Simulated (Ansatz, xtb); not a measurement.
**Relative energy of two isomers of C5H6NP**

Structure I is `CC1=NC=PC=C1`, a singlet and structure II is `CC1=NC=CP=C1`, a singlet. Both are isolated molecules in the gas phase, relaxed with r2SCAN-D4/def2-SVP.

I (Å):

```
atom    x (Å)    y (Å)    z (Å)
   C  -1.5601  -0.2097  -0.8327
   C  -0.2533  -0.1455  -0.0943
   C   0.8772  -0.8068  -0.6176
   C   2.1192  -0.7966   0.0031
   C   0.8582   0.6784   1.7829
   N  -0.2439   0.5557   1.0477
   P   2.4641   0.0263   1.5062
   H  -1.9038  -1.2518  -0.9403
   H  -2.3201   0.3628  -0.2864
   H  -1.4615   0.2025  -1.8505
   H   0.7563  -1.3522  -1.5617
   H   2.9406  -1.3404  -0.4797
   H   0.7315   1.2802   2.6971
```

II (Å):

| atom | x (Å) | y (Å) | z (Å) |
| --- | --- | --- | --- |
| C | -1.6662 | -0.7126 | -0.7238 |
| C | -0.2858 | -0.4096 | -0.2028 |
| C | 0.7877 | -1.2415 | -0.5688 |
| C | 2.2284 | 0.3862 | 0.9215 |
| C | 1.0000 | 1.0201 | 1.1109 |
| N | -0.1788 | 0.6625 | 0.5948 |
| P | 2.4322 | -1.0348 | -0.0602 |
| H | -2.3768 | 0.0302 | -0.3397 |
| H | -1.9923 | -1.7184 | -0.4129 |
| H | -1.6844 | -0.6927 | -1.8256 |
| H | 0.5684 | -2.0898 | -1.2292 |
| H | 3.1087 | 0.8087 | 1.4190 |
| H | 0.9679 | 1.9151 | 1.7504 |

Energies in hartree; the thermal terms are from GFN2-xTB frequencies at re-optimised GFN2-xTB minima (ideal gas, soft modes damped towards free rotors, one conformer each, 298.15 K, 1 atm) and include the zero-point energy:

```
                              I           II
E, CCSD(T)/def2-SVP  −588.731918  −588.734951
    E, MP2/def2-SVP  −588.641349  −588.644803
  E, MP2/def2-TZVPP  −589.241662  −589.245642
  zero-point energy     0.096756     0.096777
       H(298 K) − E     0.104504     0.104541
       G(298 K) − E     0.065440     0.065439
```

Correct the CCSD(T) difference for the basis set by the MP2 change, then work out ΔE, ΔE₀, ΔH and ΔG for I → II in kcal/mol (1 Eh = 627.51 kcal/mol) and the equilibrium ratio [II]/[I].

1. Differences II − I: CCSD(T) −0.003033, MP2 in the small set −0.003454, MP2 in the large set −0.003980 Eh.
2. ΔE = −0.003033 + (−0.003980 − (−0.003454)) = −0.003559 Eh = −2.23 kcal/mol.
3. ΔE₀ = ΔE + ΔZPE = −0.003559 + (+0.000021) Eh = −2.22 kcal/mol.
4. ΔH = ΔE + (+0.000037) Eh = −2.21 kcal/mol.
5. ΔG = ΔE + (−0.000001) Eh = −2.23 kcal/mol, so ΔS = (ΔH − ΔG)/T = +0.3 J/(mol K).
6. kT = 0.9442 mEh, so K = [II]/[I] = exp(−ΔG/kT) = exp(+3.77) ≈ 43.

Structure II is favoured at this temperature. An error of 1 kcal/mol in ΔG would change K by a factor of 5.4. Mirror images and further conformers aren't counted.

As drawn, both hold the same kinds of bond in the same numbers.

Other levels gave ΔE = −0.8 (GFN2-xTB); −1.2 (HF/STO-3G, GFN2-xTB geometries); −1.5 (r2SCAN-D4/def2-SVP//GFN2-xTB); −1.5 (r2SCAN-D4/def2-SVP); −3.0 (HF/def2-SVP); −2.2 (MP2/def2-SVP); −1.9 (CCSD(T)/def2-SVP) kcal/mol. The correlated steps freeze 11 core orbitals. Programs: Ansatz 0.2.0, xtb 6.7.1.

The 1,4-azaphosphinine (II) lies modestly below its 1,3-isomer (I), and every electronic-structure level listed gives the same sign. The preference is electronic: zero-point and thermal terms almost cancel between two such similar rings, leaving ΔG at −2.23 kcal/mol. Loss of aromaticity in I is an unlikely cause, since the two P–C bonds are nearly equal in length within each ring, as expected for delocalised π systems.

The likely reason is how the heteroatoms polarise the ring. Nitrogen draws electron density from the ortho and para positions, while phosphorus, less electronegative than carbon, pushes density onto its carbon neighbours. With phosphorus para to nitrogen, these two patterns reinforce each other in an alternating charge distribution; in the meta arrangement they conflict, notably at the carbon between the heteroatoms. The slightly shorter P–C bonds in II fit this picture but don't prove it.

Because interconversion would require rearranging the ring skeleton, the computed ratio describes a hypothetical equilibrium and does not predict the product mixture of a synthesis.
